# Why germanium resists squeezing more than stretching

Modelling a strained germanium layer starts with two choices: which cell counts as unstrained, and whether one bulk modulus is enough to turn a change of volume into a pressure. A poor choice of reference cell adds a pressure of several gigapascals that the real layer doesn't feel. A single modulus gives too little pressure on compression and too much tension on expansion. The table shows both effects for a germanium crystal that is squeezed and stretched equally in all directions.

Diamond-structure germanium at six fixed volumes, calculated with Ansatz 0.2.0 using the PBE functional and scalar-relativistic PAW with the program's default frozen-core files. All runs use a two-atom cell without spin polarisation, a 420 eV wave cutoff, an 11×11×11 k mesh and Fermi–Dirac smearing of 0.05 eV. Pressure is positive in compression.

```tsv
volume (Å³/atom)	shortest distance (Å)	pressure (GPa)
22.483	2.444	4.173
22.844	2.457	2.985
23.188	2.470	1.933
23.905	2.495	0.003
24.622	2.519	-1.610
25.340	2.544	-2.956
```

## What the pressure column says

The volume is that of one atom's share of the crystal, and the shortest distance is the length of a Ge–Ge bond. A positive pressure means that the crystal pushes outwards against a cell that is too small for it. A negative one means that it pulls inwards because the cell is too large. At 23.905 Å³ per atom the two tendencies balance: the remaining 0.003 GPa is smaller than the correction for the finite basis and should be read as zero.

Two rows lie almost exactly 3 % below and 3 % above this balance. The smaller cell pushes with 1.933 GPa, while the larger one pulls with only 1.610 GPa. Equal changes of volume thus meet unequal resistance, in the ratio 1.20. This inequality is what has to be explained.

The same effect runs through the whole series. The first two volume steps are only about half as wide as the later ones, so slopes must be compared, not pressure differences. Let the stiffness of a step be the drop in pressure divided by the relative growth in volume. It falls at every step, from 75 GPa between the two smallest cells to 47 GPa between the two largest.

## From a bond to a pressure

In the diamond structure symmetry leaves the atoms no freedom to shift within the cell. When the volume changes, the bond angles stay fixed and every distance is scaled by the same factor. The energy per atom $E$ can therefore be written as a function of the bond length $d$ alone. With the volume per atom $V$ proportional to $d^3$, the pressure is

$$P=-\frac{dE}{dV}=-\frac{d}{3V}\,\frac{dE}{dd}.$$

Suppose first that the crystal behaves like a spring of constant strength, so that $dE/dd$ is proportional to $d-d_0$, where $d_0$ is the bond length at zero pressure. Even this spring gives a slightly bent pressure curve, because a compressed crystal has less surface over which to spread the force. Whatever the strength of the spring, the ratio of push to pull at 3 % comes out as 1.07. Geometry thus supplies about a third of the inequality, and the rest must come from the bonds.

A second simple picture treats the valence electrons as a uniform gas held together by the positive ions. Confinement gives them a kinetic energy that varies as $V^{-2/3}$, and electrostatic attraction contributes a term that varies as $V^{-1/3}$. Their balance gives a ratio of 1.13, which is closer but still too small. The picture has the right opponents, a repulsion that grows faster on compression than the attraction does. It leaves out the ion cores and the concentration of electrons in the bonds.

## Why the spring softens

A covalent bond owes its strength to the overlap of orbitals on neighbouring atoms, and the tails of these orbitals die away roughly exponentially with distance. In the usual tight-binding argument the attraction follows the overlap itself. The repulsion follows its square, since electrons of like spin must avoid one another and pay for this in kinetic energy. Both fade as the bond is stretched, the repulsion faster. Beyond the balance point the restoring force is therefore weaker than that of a constant spring, and on the short side it is stronger.

The calculation offers a partial view of this contest. The smooth part of the kinetic energy is 2.0 eV per two-atom cell higher at 22.844 than at 24.622 Å³ per atom. These cells lie on either side of the energy minimum, and their total energies differ by only 0.01 eV. The remaining energy terms must therefore fall by nearly the same 2.0 eV on compression. This shows two opposed terms at work, but not how fast each fades with distance. The smooth part is also not the whole kinetic energy.

The hydrogen molecule shows the same behaviour in its simplest form. Its vibrational levels crowd together as the energy rises, because the bond yields more easily when stretched than when compressed. The comparison holds for the shape of the bond energy near its minimum. It doesn't extend to the source of the repulsion, since the two electrons of hydrogen have opposite spins and no pair of like spin has to be kept apart. Nor does it cover the geometric part of the pressure, which a single bond lacks.

## A formula with a softening spring

The exponential tails suggest a spring whose strength itself decays exponentially as the bond grows. With $r=d/d_0=(V/V_0)^{1/3}$, where $V_0$ is the volume at zero pressure, the expression for the pressure becomes

$$P=C\,\frac{1-r}{r^2}\,e^{s(1-r)}.$$

This is the Vinet equation of state. The constant $C$ is three times the bulk modulus at zero pressure, and $s$ says how fast the spring softens.

Least squares on all six rows, with $V_0$ taken from the point where the tabulated pressure crosses zero, gives $C=175.9$ GPa and $s=5.85$. In plain terms, the spring loses nearly 6 % of its strength for each 1 % by which the bond is stretched. The bulk modulus at zero pressure is 59 GPa, and it rises by about 4.9 GPa for each gigapascal of applied pressure.

The smallest cell serves as a worked example. Its volume ratio is $22.483/23.905=0.9405$, and the cube root gives $r=0.9798$. The geometric factor $(1-r)/r^2$ is then 0.0211, and the exponential factor is $e^{5.85\times0.0202}=1.13$. The product is

$$P=175.9\times0.0211\times1.13\approx4.2\ \text{GPa},$$

in agreement with the tabulated 4.173 GPa. The exponential factor has a simple reading: in this fit the spring is 13 % stronger at this bond length than at balance.

This row was part of the fit, so the example illustrates the formula and is no independent test. A stricter trial keeps $V_0$ fixed, leaves out each row in turn and predicts it from a fit to the others, which gives a typical error of 0.01 GPa. The constant spring, treated in the same way, errs by about 0.4 GPa. The numbers thus require a spring that softens, but over so short a range another smooth law with the same softening could serve as well as the exponential.

## A change of electronic state that leaves no mark

The six cells are not all in the same electronic state. The smallest has a band gap of 0.09 eV, the next three have none, and in the two largest the filled and empty bands overlap slightly. These readings are approximate, since the k mesh omits the zone-boundary point L near which the overlap arises. As the bonds lengthen, an antibonding level of s character sinks below the p-like top of the valence band. It then takes a pair of electrons from this threefold level, which is left partly filled, and the gap is zero even before any bands overlap. Real germanium is a semiconductor with a gap of roughly 0.7 eV, so the missing gap is a known failing of PBE, made worse by expansion.

One might blame the loss of stiffness on this change. The pressure curve gives no sign of it: there is no visible break where the gap closes or where the overlap begins, and the softening spring fits all six cells to within 0.01 GPa. A likely reason is that the level crossing involves only a small share of the electron states, whereas the pressure draws on all the bonding electrons.

## Choosing the reference cell and the modulus

PBE is known to make germanium too large, by roughly 5 to 6 % in volume. A cell built with the measured lattice constant therefore falls between the first two rows of the table, where the calculated pressure is between 3 and 4 GPa. That pressure is an error of the functional and not a stress in the material. For stresses at this level of theory, strain should be counted from the calculated balance at 23.905 Å³ per atom. For the band edges of a germanium channel none of the six cells is a sound basis, because PBE loses most or all of the gap in each.

The choice of cell also bears on the stiffness. The 59 GPa found at zero pressure is well below the measured bulk modulus, which is roughly 75 GPa. Between the two smallest cells, close to the measured volume, the calculated stiffness is also about 75 GPa. This suggests that much of PBE's softness comes with its excess volume: the bonds are too long, and long bonds are soft. The comparison is a rough one, since the calculation leaves out thermal motion.

For everyday estimates the formula can be shortened. With $\epsilon$ for the relative change of volume from balance, expansion to second order gives

$$P\approx-59\ \text{GPa}\times\epsilon\,(1-3\epsilon).$$

The bracket is the correction that a single modulus lacks. At a volume change of 6 % it amounts to nearly a fifth, upwards on compression and downwards on expansion. The rule holds for equal strain in all directions; a layer stretched only in its plane also changes its shape, and that takes further elastic constants.

Silicon in the same structure makes a useful neighbour. Its bonds are shorter and stiffer, with a bulk modulus of roughly 100 GPa, so the same relative change of volume costs more pressure. Its bonds rest on the same kind of overlap, so its curve also steepens on compression and flattens on expansion. Quartz follows another course, because its linked tetrahedra can turn. Much of its compression is taken up by changing angles between them, and the bond length alone no longer sets the pressure.
